\section*{Margin comments: 3d--4s mixing and the trigonal warping of the $E\otimes e$ trough}

\paragraph{1. Premises.}
The linear $E\otimes e$ problem of an octahedral ML$_6$ unit gives a circular trough on which elongated and compressed octahedra have the same energy. These comments derive how the metal 4s orbital lifts that equality.
(P1) The nuclei are clamped, and the reference geometry has $O_h$ symmetry with bond length $R$.
(P2) The active orbitals are real and orthonormal: the antibonding $e_g$ pair $\theta\sim 3z^2-r^2$, $\epsilon\sim\sqrt3(x^2-y^2)$, and one empty $a_{1g}$ orbital $s$ of mainly 4s character at $D>0$ above them.
(P3) The electronic energy is the sum of occupied orbital energies. Comment 8 relaxes this.
(P4) Spin--orbit coupling is left out; at the octahedral geometry it shifts both $e_g$ partners equally in second order.

\paragraph{2. Coordinates and their normalisation.}
Let both bonds along axis $k=x,y,z$ change by $\delta_k$, with $\delta_x+\delta_y+\delta_z=0$. Define
\begin{equation}
Q_\theta=\frac{2\delta_z-\delta_x-\delta_y}{\sqrt3}=\rho\cos\varphi,\qquad Q_\epsilon=\delta_x-\delta_y=\rho\sin\varphi .
\label{eq:Q}
\end{equation}
With $\mathbf q=(Q_\theta,Q_\epsilon)$ and the unit vectors $\mathbf f_x=(-\tfrac12,\tfrac{\sqrt3}{2})$, $\mathbf f_y=(-\tfrac12,-\tfrac{\sqrt3}{2})$, $\mathbf f_z=(1,0)$, the inverse is $\delta_k=\mathbf f_k\cdot\mathbf q/\sqrt3$. These vectors obey $\sum_k\mathbf f_k=0$ and $\sum_k\mathbf f_k\mathbf f_k^T=\tfrac32\,\mathbb 1$, so that $\rho^2=2\sum_k\delta_k^2$ is the sum of squared displacements of the six ligands. Elongation along $z,x,y$ lies at $\varphi=0,\,2\pi/3,\,4\pi/3$ and compression along $z,x,y$ at $\varphi=\pi,\,5\pi/3,\,\pi/3$. The same $\mathbf f_k$ are the components of the orbital $3k^2-r^2$ in the basis $(\theta,\epsilon)$. The values of all coupling constants depend on this normalisation; the energies do not.

\paragraph{3. Why the coupling is $\gamma(Q_\theta,Q_\epsilon)$.}
At $\mathbf q=0$ the element $\langle s|h|d_j\rangle$ vanishes because $a_{1g}\neq e_g$. To first order it is $\sum_iQ_iM_{ij}$ with $M_{ij}=\langle s|\partial h/\partial Q_i|d_j\rangle$. The orbital $s$ is invariant, and $\mathbf q$ and $(\theta,\epsilon)$ transform with the same matrices $G$, so $M=G^TMG$ for every operation. The fourfold rotation about $z$ has $G=\mathrm{diag}(1,-1)$ and removes the off-diagonal elements. The threefold rotation is a plane rotation by $2\pi/3$; it turns $\mathrm{diag}(p,p')$ into a matrix with off-diagonal element of size $\sqrt3(p-p')/4$, which forces $p=p'$. Hence
\begin{equation}
\big(\langle s|h|\theta\rangle,\langle s|h|\epsilon\rangle\big)=\gamma\,\mathbf q .
\label{eq:g}
\end{equation}
No rival channel exists at this order: 4p is odd under inversion, $t_{2g}\otimes e_g$ contains neither $a_{1g}$ nor $e_g$, and $\langle s|h|s\rangle$ has no term linear in $\mathbf q$.

A bond-additive $\sigma$ model makes the constants explicit. Each ligand contributes $e_\sigma(R_k)\,\mathbf f_k\mathbf f_k^T$ to the $e_g$ block and $e_{sd}(R_k)\,\mathbf f_k$ to the $s$--$d$ vector. The linear part of $2\sum_ke_{sd}(R+\delta_k)\mathbf f_k$ is $2e_{sd}'\cdot\tfrac32\mathbf q/\sqrt3$, and that of $2\sum_ke_\sigma(R+\delta_k)\mathbf f_k\mathbf f_k^T$ is
\begin{equation}
h_1=a\begin{pmatrix}-Q_\theta&Q_\epsilon\\Q_\epsilon&Q_\theta\end{pmatrix},\qquad a=-\tfrac{\sqrt3}{2}e_\sigma',\qquad\gamma=\sqrt3\,e_{sd}' .
\label{eq:h1}
\end{equation}
The matrix form of $h_1$ is general, since $e_g\otimes e_g$ contains $e_g$ once. The sign $a>0$ is a physical input: a $\sigma$-antibonding orbital drops when its bonds lengthen. This sign, not that of $\gamma$, decides the final preference.

\paragraph{4. Where the angle $3\varphi/2$ comes from.}
Direct multiplication shows that $h_1$ has eigenvalues $\mp a\rho$ with
\begin{equation}
|l\rangle=\big(\cos\tfrac\varphi2,\,-\sin\tfrac\varphi2\big),\qquad|u\rangle=\big(\sin\tfrac\varphi2,\,\cos\tfrac\varphi2\big).
\label{eq:lu}
\end{equation}
The lower orbital turns by $-\varphi/2$ while the coupling vector turns by $+\varphi$, so the angle between them is $3\varphi/2$:
\begin{equation}
\langle s|h|l\rangle=\gamma\rho\cos\tfrac{3\varphi}{2},\qquad\langle s|h|u\rangle=\gamma\rho\sin\tfrac{3\varphi}{2}.
\label{eq:proj}
\end{equation}
At every tetragonal point only the axial orbital $3k^2-r^2$ shares the $a_{1g}$ label of $D_{4h}$ with $s$. It is the lower orbital on elongation and the upper one on compression.

\paragraph{5. Second order and electron count.}
Eliminate $s$ by partitioning. For an eigenvalue $\varepsilon$ the $s$ amplitude is $c_s=-\gamma\,\mathbf q\cdot\mathbf c/(D-\varepsilon)$, which leaves $h_1-\gamma^2\mathbf q\mathbf q^T/(D-\varepsilon)$ acting on $\mathbf c$. For $|\varepsilon|\ll D$,
\begin{equation}
h_{\rm eff}=h_1-\kappa\,\mathbf q\mathbf q^T,\qquad\kappa=\gamma^2/D .
\label{eq:heff}
\end{equation}
The diagonal elements in the basis (\ref{eq:lu}) are $\varepsilon_l=-a\rho-\kappa\rho^2\cos^2\tfrac{3\varphi}2$ and $\varepsilon_u=a\rho-\kappa\rho^2\sin^2\tfrac{3\varphi}2$. For $d^9$ the occupation is $l^2u^1$; for high-spin $d^4$ it is $l^1$. With $2\cos^2+\sin^2=1+\cos^2$,
\begin{equation}
E=-a\rho-\frac{\gamma^2\rho^2}{D}\Big[n_0+\cos^2\frac{3\varphi}{2}\Big],\qquad n_0=1\ (d^9),\quad n_0=0\ (\text{high-spin }d^4).
\label{eq:main}
\end{equation}
The warping term is common to both configurations. An isotropic term beside $\cos^2(3\varphi/2)$ exists for $d^9$ only. Written with $\cos^2(3\varphi/2)=\tfrac12(1+\cos3\varphi)$, the $4s$ energy is $-\tfrac32\kappa\rho^2-\tfrac12\kappa\rho^2\cos3\varphi$ for $d^9$ and $-\tfrac12\kappa\rho^2-\tfrac12\kappa\rho^2\cos3\varphi$ for $d^4$. The common anisotropy has a simple cause. The $d^9$ energy is $2\,\mathrm{tr}\,h_{\rm eff}-\varepsilon_u$, the trace $-\kappa\rho^2$ is isotropic, and for a traceless matrix $-\varepsilon_u=\varepsilon_l$. At equal $\rho$,
\begin{equation}
\Delta\equiv E(\varphi=\pi)-E(\varphi=0)=\gamma^2\rho^2/D>0 .
\label{eq:Delta}
\end{equation}
In $d^9$ two electrons sit in the depressed axial orbital on elongation and one on compression; in $d^4$ the counts are one and zero.

\paragraph{6. The off-diagonal element and the relaxation of $\rho$.}
Equation (\ref{eq:main}) drops $\langle l|h_{\rm eff}|u\rangle=-\tfrac12\kappa\rho^2\sin3\varphi$. The $2\times2$ problem is soluble. In Pauli matrices the traceless part of $h_{\rm eff}$ has components $-a\rho\cos\varphi-\tfrac12\kappa\rho^2\cos2\varphi$ along $\sigma_z$ and $a\rho\sin\varphi-\tfrac12\kappa\rho^2\sin2\varphi$ along $\sigma_x$. Its eigenvalues are $\pm W$, and
\begin{equation}
E=-(n_0+\tfrac12)\kappa\rho^2-W,\qquad W^2=a^2\rho^2+a\kappa\rho^3\cos3\varphi+\tfrac14\kappa^2\rho^4 .
\label{eq:W}
\end{equation}
This is the form of quadratic Jahn--Teller coupling: 4s mixing is one microscopic contribution to that constant. Expansion gives $W=a\rho+\tfrac12\kappa\rho^2\cos3\varphi+\kappa^2\rho^3\sin^23\varphi/8a+\dots$. The new term vanishes at all tetragonal points, and (\ref{eq:Delta}) stays exact within (\ref{eq:heff}) while $\rho<2a/\kappa$. At $\rho=2a/\kappa$ on the compression lines $W=0$: three further conical intersections. Since $W$ rises monotonically with $\cos3\varphi$, elongations are minima in $\varphi$ and compressions are maxima.

Textbooks compare at equal $\rho$, but the stationary points have different radii. Add $\tfrac12k\rho^2$, where $k$ excludes the 4s part. Setting $\partial E/\partial\rho=0$ gives $\rho_e=a/[k-2\kappa(n_0+1)]$ and $\rho_c=a/[k-2\kappa n_0]$, with energies $-\tfrac12a\rho_e$ and $-\tfrac12a\rho_c$. Their difference is
\begin{equation}
\Delta_{\rm relaxed}=\tfrac12a(\rho_e-\rho_c)=\kappa\,\rho_e\rho_c ,
\label{eq:relax}
\end{equation}
so $\rho^2$ in (\ref{eq:Delta}) means the product of the two radii. The minimum exists only if $k>2\kappa(n_0+1)$. The compressed points are minima in $\rho$ and maxima in $\varphi$, hence saddles.

\paragraph{7. Cubic corrections that split $d^9$ from $d^4$.}
Two terms of order $\rho^3$ belong to the same mechanism. First, the denominators are $D+a\rho$ for $l$ and $D-a\rho$ for $u$. Second, the $s$--$d$ vector has a quadratic part $e_{sd}''\sum_k\delta_k^2\mathbf f_k=\eta\rho^2(\cos2\varphi,-\sin2\varphi)$ with $\eta=e_{sd}''/4$. Its projections on (\ref{eq:lu}) change (\ref{eq:proj}) into $(\gamma\rho+\eta\rho^2)\cos\tfrac{3\varphi}2$ and $(\gamma\rho-\eta\rho^2)\sin\tfrac{3\varphi}2$. For $e_{sd}\propto R^{-m}$, $x\equiv-\eta\rho/\gamma=(m+1)\rho/(4\sqrt3R)>0$: shortening the axial bonds changes the overlap more than lengthening them. At the tetragonal points
\begin{align}
\Delta_{9}&=\gamma^2\rho^2\Big[\frac{2(1-x)^2}{D+a\rho}-\frac{(1+x)^2}{D-a\rho}\Big]\approx\kappa\rho^2\Big(1-6x-\frac{3a\rho}{D}\Big),\label{eq:D9}\\
\Delta_{4}&=\gamma^2\rho^2\,\frac{(1-x)^2}{D+a\rho}\approx\kappa\rho^2\Big(1-2x-\frac{a\rho}{D}\Big).\label{eq:D4}
\end{align}
The $d^9$ result is a difference, two minus one, and its relative correction is three times that of $d^4$. The equality of the two configurations holds at order $\rho^2$ only.

\paragraph{8. One denominator or several.}
For high-spin $d^4$ the excitation $l\to s$ reaches the single quintet of $t_{2g}^3s$, and one $D$ suffices. For $d^9$ it reaches doublets of $e_g^2s$ with parents $^3A_{2g}$, $^1E_g$, $^1A_{1g}$ at relative energies $0,\,2J,\,4J$, where $J=4B+C$ is the $\theta$--$\epsilon$ exchange integral in Racah parameters; mixing with $t_{2g}$ holes is ignored. Let $D$ now denote the gap to the triplet-parent doublet. On elongation the spin-free operator takes $l^2u$ to a singlet pair $(sl)$ times $u$, of squared norm 2. For three spins $\tfrac12$ the overlap of the $(sl)$-singlet with the $(lu)$-singlet has magnitude $\tfrac12$, so the weight is $\tfrac14$ for the singlet parent, a component of $^1E_g$, and $\tfrac34$ for the triplet. On compression $u\to s$ leaves $l^2$. The states $l^2$ and $u^2$ have diagonal energy $3J$ and coupling $J$, with eigenvalues $2J$ and $4J$; $h_1$ shifts $l^2s$, $lus$, $u^2s$ by $-a\rho$, $+a\rho$, $+3a\rho$ relative to the ground state. Inverting the $2\times2$ block gives
\begin{equation}
\Delta_9=\gamma^2\rho^2\Big\{(1-x)^2\Big[\frac{3/2}{D+a\rho}+\frac{1/2}{D+2J+a\rho}\Big]-\frac{(1+x)^2}{D+3J-a\rho-\dfrac{J^2}{D+3J+3a\rho}}\Big\}.
\label{eq:mult}
\end{equation}
For $J=0$ this is (\ref{eq:D9}). For $x=a\rho=0$ it reduces to $\gamma^2\rho^2[\tfrac{3/2}{D}-\tfrac{1/2}{D+4J}]$, which exceeds $\gamma^2\rho^2/D$: Hund's coupling strengthens the preference, because only elongation has access to the low triplet parent. An $s$--$d$ exchange integral $K$ lowers the singlet-parent states by $2K$ relative to the triplet-parent doublet. Coulomb mixing of $d^9$ with $d^8(^1E_g)s$ at $\mathbf q=0$ gives, together with $\gamma$, a term linear in $\mathbf q$, which by symmetry only renormalises $a$.

\paragraph{9. Rival sources of the same harmonic.}
(a) \emph{Curvature of $e_\sigma$.} The quadratic part of the $e_g$ block is
\begin{equation}
e_\sigma''\sum_k\delta_k^2\,\mathbf f_k\mathbf f_k^T=e_\sigma''\Big[\tfrac18\rho^2\,\mathbb 1+\tfrac14\mathbf q\mathbf q^T\Big].
\label{eq:curv}
\end{equation}
It has the structure of (\ref{eq:heff}) with the opposite sign, so in the warping $\kappa\to\kappa-e_\sigma''/4$ and $\Delta$ gains $-e_\sigma''\rho^2/4$, favouring compression. If $e_\sigma=V^2/\Delta_L$ arises from hopping $V$ to ligand orbitals at $\Delta_L$ below, the share $V'^2/2\Delta_L$ of $e''_\sigma/4$ is mixing with the filled ligand $a_{1g}$ combination, whose coupling vector is $V'\mathbf q/\sqrt2$. It is the mirror image of 4s mixing and pushes the axial orbital up.

(b) \emph{Cubic anharmonicity.} Let $U$ be an effective bond potential holding all scalar energy not due to 4s. Since $\sum\delta_k=0$ implies $\sum\delta_k^3=3\delta_x\delta_y\delta_z=\tfrac{\sqrt3}{12}\rho^3\cos3\varphi$, six bonds give $\tfrac{\sqrt3}{36}U'''\rho^3\cos3\varphi$, and $\Delta$ gains $-\tfrac{\sqrt3}{18}U'''\rho^3$, positive for $U'''<0$.

(c) \emph{Low site symmetry.} A tetragonal field $\tfrac12\delta\,\sigma_z$ that raises $\theta$ above $\epsilon$ by $\delta$ adds $\tfrac12\delta\cos\varphi$ for both configurations. It lowers compression along $z$ ($\varphi=\pi$) relative to in-plane elongation ($\varphi=2\pi/3$) by $\delta/4$.

\paragraph{10. Range of validity.}
Equations (\ref{eq:main}) and (\ref{eq:Delta}) require: $|\gamma|\rho\ll D$, the next term per electron being $\gamma^4\rho^4/D^3$; $\rho\ll2a/\kappa$; $6x+3a\rho/D\ll1$ for $d^9$ and a third of that for $d^4$; $J\ll D$ for $d^9$; $a>0$; and a cubic parent site. They give the 4s contribution to the warping, not the total. A static reading also needs a net barrier well above the pseudorotation quantum $\hbar^2/2M\rho^2$, with $M$ the ligand mass in the normalisation (\ref{eq:Q}), and above $k_BT$, unless neighbours lock the distortion cooperatively.

\paragraph{11. Illustration: CuF$_6^{4-}$ in K$_2$CuF$_4$.}
Take approximate Cu--F distances as given inputs: 2.24~\AA{} ($x$, in the CuF$_2$ layer), 1.91~\AA{} ($y$, in the layer), 1.94~\AA{} ($z$, along $c$). Then $R=2.03$~\AA, $(\delta_x,\delta_y,\delta_z)=(0.21,-0.12,-0.09)$~\AA, $Q_\theta=-0.156$~\AA, $Q_\epsilon=0.33$~\AA, $\rho=0.365$~\AA, $\varphi=115^\circ$ and $\cos^2(3\varphi/2)=0.985$: nearly a pure elongation along $x$. The electronic inputs are illustrative values of typical size: $e_\sigma=0.50$~eV $\propto R^{-5}$, $e_{sd}=1.0$~eV $\propto R^{-3}$, $D=9$~eV, $J=1.0$~eV, and $U'''=-k/b=-17$~eV\,\AA$^{-3}$ from $k=5$~eV\,\AA$^{-2}$, $b=0.3$~\AA. With unrounded intermediates, $a=1.07$~eV/\AA, $a\rho=0.39$~eV, $\gamma=-2.56$~eV/\AA, $\kappa=0.73$~eV\,\AA$^{-2}$ and $x=0.10$. All entries below are contributions to $\Delta$ at this $\rho$ for a cubic parent site.
\begin{center}
\begin{tabular}{lr}
Term & $\Delta$ (eV)\\\hline
4s, leading, (\ref{eq:Delta}) & $0.097$\\
4s, $d^9$, shifted denominators only & $0.085$\\
4s, $d^9$, (\ref{eq:D9}) & $0.026$\\
4s, $d^9$, with multiplets, (\ref{eq:mult}) & $0.051$\\
4s, $d^4$ count, same inputs, (\ref{eq:D4}) & $0.075$\\\hline
curvature of $e_\sigma$ & $-0.12$\\
cubic anharmonicity & $0.08$
\end{tabular}
\end{center}
The leading term corresponds to $1.1\times10^3$~K. Perturbation theory in $\gamma$ is safe: $|\gamma|\rho/D=0.10$, $\gamma^4\rho^4/D^3=0.001$~eV, the off-diagonal term is at most $0.003$~eV, and $2a/\kappa=2.9$~\AA. An exchange $K=0.25$~eV changes $0.051$ to $0.048$~eV. The expansion in $\rho$ is not safe for $d^9$: the cubic terms remove most of the leading value and the multiplets restore part of it. The pseudorotation quantum for $M=19$~u is $0.8$~meV, and $k_BT=0.026$~eV at 300~K.

The model's 4s contribution is thus about $0.1$~eV at leading order and about $0.05$~eV after correction, in favour of elongation. Adding the two rival terms leaves $0.01$~eV, a remainder far smaller than its parts, whose sign these inputs cannot fix. As typical knowledge, net barriers of Cu$^{2+}$ fluoride octahedra at cubic sites are of order 0.01 to 0.03~eV, so the leading term read as a total barrier is too high by roughly a factor of three to ten. In K$_2$CuF$_4$ itself the parent layered structure offers only a $D_{4h}$ site, with four bridging and two terminal fluorides. A tetragonal field of $\delta=0.20$~eV would cancel the model's $0.051$~eV between in-plane elongation and compression along $c$, and the shared in-plane fluorides couple neighbouring octahedra elastically. The 4s term is one of several comparable terms that select the geometry of this crystal.